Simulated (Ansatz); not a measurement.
# Strength of the Ga–S bond: GaH(CH3)(SH) → GaH(CH3) + HS

Species: GaH(CH3)(SH), singlet; GaH(CH3), doublet; HS, doublet. 

Shapes, held fixed at every level: PBE0-D4/def2-TZVP. Flexible molecules stand in one conformer, not always the lowest. Programs: Ansatz 0.2.0. The zero-point and thermal change to 298 K, harmonic and unscaled (PBE0-D4/def2-TZVP), is -10.7 kJ/mol.

**Question.** Estimate ΔH(298 K) of this reaction.

**Answer.** MP2/def2-TZVPP gives ΔH(298 K) = +390.1 kJ/mol; the levels span +266.9 to +390.1. The median of the levels is +368.0. Hartree–Fock misses the correlation of the pair that is broken and comes out low. No measured value is set beside it here. Open shells run unrestricted unless RO is named. Relativity is left out for Ga unless named. Correlated rows may include outer-core shells of Ga, which these sets cover unevenly.

```tsv
level	kind	ΔH(298 K) (kJ/mol)
HF/def2-TZVPP	Hartree–Fock	+266.9
PBE-D4/def2-TZVPP	GGA	+376.1
PBE0-D4/def2-TZVPP	global hybrid	+373.9
r2SCAN0-D4/def2-TZVPP	global hybrid	+365.6
B2PLYP/def2-TZVPP	double hybrid	+364.5
MP2/def2-SVP	perturbation theory	+368.0
MP2/def2-TZVPP	perturbation theory	+390.1
```

The Ga–S bond is strong at every level, and even the mean-field treatment recovers most of its enthalpy. This fits a polar covalent σ bond between electropositive gallium and sulfur, probably helped a little by donation from a sulfur lone pair into the empty gallium 4p orbital. Homolysis gives up this bonding and leaves gallium formally in the +2 state, with its odd electron in an s-rich σ orbital, while the unpaired electron of HS sits in a sulfur 3p orbital that gains little from delocalisation.

The density functionals, including the double hybrid, agree closely, whereas MP2 rises from +368.0 to +390.1 kJ/mol with the larger basis. The smaller-basis MP2 value therefore probably matches them through cancellation of errors. The quoted +390.1 lies above every other level and may be too high, so a value nearer the functionals seems the safer estimate. A single Ga–S cleavage doesn't establish which of the molecule's bonds would break first on heating.
